QUESTION

Compton profile of lithium treated as jellium: how large is the kink at k_F, and can one see the q⁻⁶ tail?

I read that the Compton profile of a simple metal is an inverted parabola that stops at k_F, and that interactions leave a kink there whose size gives the quasiparticle weight Z. I would like to see this with numbers for the valence electrons of lithium, one per atom, treated as a homogeneous, unpolarised electron liquid.

My inputs, all of them typical or assumed values and none of them a measurement:
- density parameter r_s = 3.25
- jump of the momentum distribution n(k) at k_F: Z = 0.68
- spin-averaged pair distribution at contact: g(0) = 0.075 (it is 1/2 for free electrons)
- correlation part of the kinetic energy: T_c = 0.48 eV per electron
- momentum transfer Q = 12 Å⁻¹, Gaussian resolution of full width at half maximum (FWHM) w = 0.20 Å⁻¹, temperature 300 K
- inelastic mean free path of the recoil electron: ℓ = 20 Å

For n(k) I want something I can integrate by hand. With x = k/k_F, n = a − b x² for x < 1 and n = C x⁻⁸ + D exp[−λ(x − 1)] for x > 1, with an assumed λ = 6.

(a) Why is the spectrum a one-dimensional projection of n(k), and where do the Fermi edges fall in energy loss?
(b) What is J(q) for free electrons?
(c) What are C, a, b and D, and what is J(q) in the model?
(d) How large is the kink, and what does the resolution do to it?
(e) Is the tail observable?

ANSWER

Conventions. Momenta are written as wave numbers in Å⁻¹. n(k) is the occupation of one plane-wave state of one spin, so it lies between 0 and 1 and equals a unit step for free electrons. J(q) is normalised to one electron, ∫ J dq = 1 over the whole real axis, so J has the unit Å, its slope Å² and its curvature Å³. Constants: a₀ = 0.5292 Å, ħ²/2m = 3.810 eV Å². Intermediate results are carried unrounded, and the fourth digit of the model parameters is bookkeeping only.

The scales follow from r_s alone:

r_s a₀ = 1.7198 Å
density n₀ = 3/[4π(r_s a₀)³] = 0.0469 Å⁻³
k_F = (3π² n₀)^(1/3) = 1.9192/(r_s a₀) = 1.1159 Å⁻¹
E_F = ħ²k_F²/2m = 4.744 eV, T_F = 5.51×10⁴ K

By Luttinger's theorem the interaction leaves the volume of the Fermi sphere unchanged, so this k_F is also where the interacting n(k) jumps.

(a) The impulse approximation

Far from absorption edges the x-ray cross section is a Thomson factor times the dynamic structure factor S(Q, ω), which describes the operator Σ_j exp(iQ·r_j) acting on the ground state. When Q is much larger than the inverse distance between electrons, only the terms in which the same electron j takes up the momentum in the amplitude and in its conjugate survive. The operator shifts the wave vector of that electron from k to k + Q. It commutes with the Coulomb interaction, so the shifted Hamiltonian is H + ħ²Q²/2m + ħ²Q·k/m, with k still an operator. The approximation consists in treating k as constant during the short time in which the recoil electron leaves its neighbourhood, so that the potential energy cancels between initial and final state. Per electron and per unit energy this gives

S(Q, ω) = ∫ d³k ρ(k) δ(ħω − ħ²Q²/2m − ħ²Q·k/m),

where ρ(k) is the probability density of the wave vector. The delta function fixes the component of k along Q, called q, and leaves the two transverse components free:

S(Q, ω) = [m/(ħ²Q)] J(q), q = mω/(ħQ) − Q/2, J(q) = ∫∫ dk_x dk_y ρ(k_x, k_y, q).

There are 2V/(2π)³ states per unit volume of k space, and N/V = k_F³/(3π²), so ρ(k) = 3n(k)/(4πk_F³). On the plane k_z = q use the polar radius p with k² = p² + q². At fixed q, p dp = k dk, and the plane integral 2π∫ p dp ρ becomes

(1) J(q) = [3/(2k_F³)] ∫ from |q| to ∞ of k n(k) dk.

Numbers. Q/k_F = 10.8, and Q is about what backscattered 12 keV photons deliver (2E/ħc = 12.2 Å⁻¹). The peak sits at the recoil energy ħ²Q²/2m = 549 eV, against E_F = 4.744 eV. The conversion at fixed Q is d(ħω)/dq = ħ²Q/m = 91.4 eV Å, so q = ±k_F lies 102 eV on either side of the peak, at losses of 447 eV and 651 eV. The resolution w corresponds to 18.3 eV. The relativistic correction to the recoil energy, −(ħ²Q²/2m)²/(2mc²), is 0.3 eV in size and can be dropped. For free electrons the result is exact once Q > 2k_F, since no final state is then Pauli blocked. For interacting electrons the leading neglected effect is the scattering of the recoil electron, sized in (d) and (e).

(b) Free electrons

With n = 1 below k_F the integral in (1) is (k_F² − q²)/2, so

J₀(q) = [3/(4k_F)] (1 − q²/k_F²) for |q| < k_F, and zero outside.

Geometrically this is the area of a slice through the Fermi sphere divided by the volume of the sphere. The peak is J₀(0) = 0.672 Å. The slope at the edge is −3/(2k_F²) = −1.205 Å² just inside and zero outside. The second moment is k_F²/5 = 0.249 Å⁻².

(c) Fixing the model

The tail coefficient C comes from the close encounter of two electrons of opposite spin. Their relative motion has reduced mass m/2 and obeys −(ħ²/m)∇²ψ + (e²/4πε₀r)ψ = terms finite at r = 0. Since ∇²r = 2/r, the 1/r singularity cancels only if ψ = ψ(0)[1 + r/(2a₀) + …]. The term linear in r is not smooth at the origin and controls large k. The Fourier transform of r is −8π/k⁴ (transform r exp(−μr) to get 8π(3μ² − k²)/(k² + μ²)³ and let μ go to zero), so the pair amplitude at large k is −4π/(a₀k⁴) times its contact value. Squaring, and weighting with the density of opposite-spin pairs at contact, (n₀/2)² g↑↓(0),

n(k) → (n₀/2)² g↑↓(0) · 16π²/(a₀² k⁸).

Parallel spins have no amplitude at contact, so g↑↓(0) = 2g(0), and their own contribution starts at k⁻¹⁰. Inserting n₀ = k_F³/(3π²) gives the result associated with Kimball,

n → C x⁻⁸, C = [8/(9π²)] g(0)/(k_F a₀)².

Here k_F a₀ = 0.5905, so 8/(9π²) divided by (k_F a₀)² is 0.2583 and C = 0.0194.

Three conditions fix a, b and D. The moments of the exponential from x = 1 to ∞ at λ = 6 are 7/36 with weight x, 25/108 with weight x² and 115/324 with weight x⁴.

Jump (Migdal's result that n drops by Z at k_F): a − b − C − D = Z.

Particle number, 3∫x² n dx = 1: a − 3b/5 + 3C/5 + (25/36)D = 1.

Kinetic energy, 3∫x⁴ n dx = K with K = 3/5 + T_c/E_F = 0.7012: 3a/5 − 3b/7 + C + (115/108)D = K. The value of T_c is of the kind one obtains from a parametrised correlation energy ε_c through the virial relation T_c = −d(r_s ε_c)/dr_s.

Eliminating a with the first condition leaves

(2/5) b + 1.6944 D = 1 − Z − 8C/5 = 0.2890
(6/35) b + 1.6648 D = K − 3Z/5 − 8C/5 = 0.2622

Subtracting 3/7 of the first line from the second removes b and gives 0.9386 D = 0.1383. Hence

D = 0.1474, b = 0.0983, a = 0.9450,
n just below k_F = a − b = 0.8467, n just above = C + D = 0.1667.

The occupation stays between 0 and 1 and decreases everywhere, as it should. The fraction of electrons outside the Fermi sphere is 3C/5 + (25/36)D = 0.114.

Now apply (1) with x = |q|/k_F and the prefactor 3/(2k_F) = 1.344 Å:

x > 1: J = (3/2k_F) { C/(6x⁶) + D exp[−6(x − 1)] (x/6 + 1/36) }
x < 1: J = (3/2k_F) { a(1 − x²)/2 − b(1 − x⁴)/4 + s }, s = C/6 + 7D/36 = 0.0032 + 0.0287 = 0.0319

At the centre the bracket is 0.4725 − 0.0246 + 0.0319 = 0.4798, which gives J(0) = 0.645 Å, lower than the free value by 4.0 per cent. In the atomic units common in this field (divide by a₀) the two peaks are 1.219 and 1.270.

x | q (Å⁻¹) | J₀ (Å) | J model (Å) | q⁻⁶ part (Å)
0 | 0 | 0.672 | 0.645 | none
0.5 | 0.558 | 0.504 | 0.488 | none
0.8 | 0.893 | 0.242 | 0.252 | none
1 | 1.116 | 0 | 0.0429 | 4.3×10⁻³
1.25 | 1.395 | 0 | 0.0116 | 1.1×10⁻³
1.5 | 1.674 | 0 | 3.1×10⁻³ | 3.8×10⁻⁴
2 | 2.232 | 0 | 2.5×10⁻⁴ | 6.8×10⁻⁵
3 | 3.348 | 0 | 6.6×10⁻⁶ | 6.0×10⁻⁶

Correlation moves weight from the centre to the foot of the parabola. Isotropy gives ∫ q² J dq = ⟨k²⟩/3 = K k_F²/3 = 0.291 Å⁻², and three times ħ²/2m times this is 3.33 eV, the free 2.85 eV plus T_c. That sum was imposed in the fit, so recovering it tests the arithmetic and says nothing about the quality of the model.

The decay constant λ is the one free choice of shape. Repeating the solution with λ = 5.5 gives a = 0.984, J(0) = 0.649 Å and J(k_F) = 0.0410 Å. With λ = 6.5 it gives a = 0.909, J(0) = 0.641 Å and J(k_F) = 0.0443 Å. The occupation n(0) is poorly determined, but J, being an integral over n, moves little. The reduction of the peak lies between 3.4 and 4.6 per cent over this range, so the honest statement is about 4 per cent, and J(k_F) is about 0.043 Å.

(d) The kink

Differentiating (1) with respect to its lower limit, for q > 0,

(2) dJ/dq = −[3/(2k_F³)] q n(q).

J is continuous because n is bounded, but its slope inherits the jump of n:

J′(k_F + 0) − J′(k_F − 0) = [3/(2k_F²)] [n(k_F − 0) − n(k_F + 0)] = 3Z/(2k_F²).

The slope rises by this amount on passing outward through +k_F. Since J is even, it also rises by the same amount on passing through −k_F in the direction of increasing q, so J″ holds two positive delta functions of weight 3Z/(2k_F²). In the model,

slope inside = −1.205 Å² × 0.8467 = −1.020 Å²
slope outside = −1.205 Å² × 0.1667 = −0.201 Å²
change of slope = 0.819 Å², against 1.205 Å² for free electrons.

The change of slope depends on Z and k_F only. It does not move with λ, g(0) or T_c, although the two slopes separately do. The same formula for aluminium as jellium, with the typical values r_s = 2.07 and Z = 0.76, gives k_F = 1.752 Å⁻¹, J₀(0) = 0.428 Å and a kink of 0.371 Å² per electron. This model kink is weaker than in lithium in spite of the larger Z, because of the factor 1/k_F². In the crystal the Fermi sphere of aluminium crosses zone faces, which removes part of the break.

Four things blur the kink.

Temperature. The derivative of the Fermi function has FWHM 4 ln(1 + √2) k_BT = 3.53 k_BT. With k_BT = 0.0259 eV and a quasiparticle mass assumed equal to m, dE/dk = 2E_F/k_F, and the width is 0.011 Å⁻¹. This is small against w.

Lifetime of the recoil electron. It travels at v = ħQ/m and scatters after ℓ, so its level has a full width ħv/ℓ = 91.4 eV Å / 20 Å = 4.6 eV. Dividing by the conversion factor gives 1/ℓ = 0.050 Å⁻¹ in q, a quarter of w. This broadening remains with a perfect spectrometer and shrinks only as ℓ grows with the recoil energy.

Resolution. The standard deviation is σ = w/(2√(2 ln 2)) = 0.0849 Å⁻¹. Near the edge J is a function with continuous slope plus (Δ/2)|q − k_F|, with Δ = 0.819 Å². The Gaussian mean of |u| is σ√(2/π), so the value at k_F rises by Δσ/√(2π) = 0.028 Å, from 0.043 Å to 0.071 Å. The full convolution of the model profile also gives 0.071 Å, because the higher terms in σ are small and largely cancel. The instrument thus adds about two thirds as much intensity at k_F as correlation does. In the second derivative the delta function becomes a peak of height Δ/(σ√(2π)) = 3.8 Å³. It stands on the regular part J″ = −[3/(2k_F³)] (n + x dn/dx), which is −0.70 Å³ just inside and +0.94 Å³ just outside.

The steep part of n outside k_F. This is the real obstacle to reading off Z. The exponential decays over k_F/λ = 0.186 Å⁻¹, about equal to w, so a broadened spectrum cannot tell this fall from the jump. Across one resolution width, from k_F − w/2 to k_F + w/2, the model n drops from 0.864 to 0.096, that is by 0.768, which exceeds Z by 13 per cent. The exact n(k) is less convenient than the model, since it contains terms of the form (k − k_F) ln|k − k_F| on both sides of the jump. They leave the change of slope at 3Z/(2k_F²) but make the regular part of J″ diverge logarithmically at k_F. The position of the peak in J″ locates k_F well. Its area gives Z only together with an assumed shape of n near k_F.

(e) The tail

Inserting n = C (k_F/k)⁸ in (1), the integral of k⁻⁷ from |q| to ∞ is 1/(6q⁶), so

J(q) → [C/(4k_F)] (k_F/q)⁶ = C k_F⁵/(4q⁶) = [2g(0)/(9π²)] k_F³/(a₀² q⁶).

The coefficient C k_F⁵/4 is 8.4×10⁻³ Å⁻⁵. The power follows from counting: k⁻⁸ in n, and two powers gained from the two transverse integrations.

The last column of the table shows how late this law takes over. It supplies 28 per cent of the model profile at 2k_F and 90 per cent at 3k_F, where J has fallen to 6.6×10⁻⁶ Å. These shares belong to the model. In the electron gas itself the correction to the tail of n is a power, k⁻¹⁰, which gives q⁻⁸ in J and dies more slowly than an exponential, so the model is likely to flatter the approach to the asymptote.

Two neglected contributions exceed the tail. The first is the final-state broadening. A Lorentzian of half width 1/(2ℓ) = 0.025 Å⁻¹ has a wing of about 0.025 Å⁻¹/(πq²), which is 1.6×10⁻³ Å at 2k_F, several times the whole model value of 2.5×10⁻⁴ Å. This is a crude estimate, because the true line shape is lopsided towards larger losses and is not Lorentzian far from its centre, but it shows that the impulse approximation at this Q cannot be trusted at the level of the tail.

The second is the 1s² core. A product of two hydrogen-like orbitals has the variational exponent 3 − 5/16 = 2.6875, so κ = 2.6875/a₀ = 5.08 Å⁻¹. Each orbital has ρ(k) = 8κ⁵/[π²(k² + κ²)⁴], and the same plane integral gives for the two electrons

J_core(q) = 16κ⁵/[3π(q² + κ²)³].

This is 0.33 Å at q = 0, 0.29 Å at k_F and 0.20 Å at 2k_F, where it is about 8×10² times the model valence profile. It also falls as q⁻⁶, for the same reason, since the cusp at the nucleus is again a term linear in r. Its coefficient 16κ⁵/(3π) = 5.7×10³ Å⁻⁵ exceeds the jellium one by a factor of 6.8×10⁵. The core is smooth at k_F and leaves the kink alone, but it buries the tail. In practice, then, the answer to (e) is no. The q⁻⁶ law is an exact constraint on n(k) for jellium and is useful in building parametrisations, while the measurable trace of correlation is the foot between k_F and about 1.5 k_F.

What this says about lithium

The numbers J(0) ≈ 0.645 Å, J(k_F) ≈ 0.043 Å and a kink of 0.82 Å² are the model's. In the metal a Bloch state at the Fermi surface spreads over the plane waves k + G, and the break in the first zone is Z times the weight of the G = 0 component. The rest appears as weaker breaks around reciprocal lattice vectors. Orthogonality to the 1s core pushes further valence weight to high momentum, and the Fermi surface is slightly anisotropic, which spreads the edge in an average over directions. These effects reduce the kink, and the transfer of weight to higher momentum lowers J(0) below the jellium value. As typical knowledge, the effective break in solid lithium is put near 0.5 to 0.6, so the model with Z = 0.68 overstates the kink by a factor of roughly 1.1 to 1.4. Equation (2) holds for any isotropic or direction-averaged momentum density, so it remains the way to turn a valence profile into n(k), with the jump then read as the product of the many-body weight and the band weight.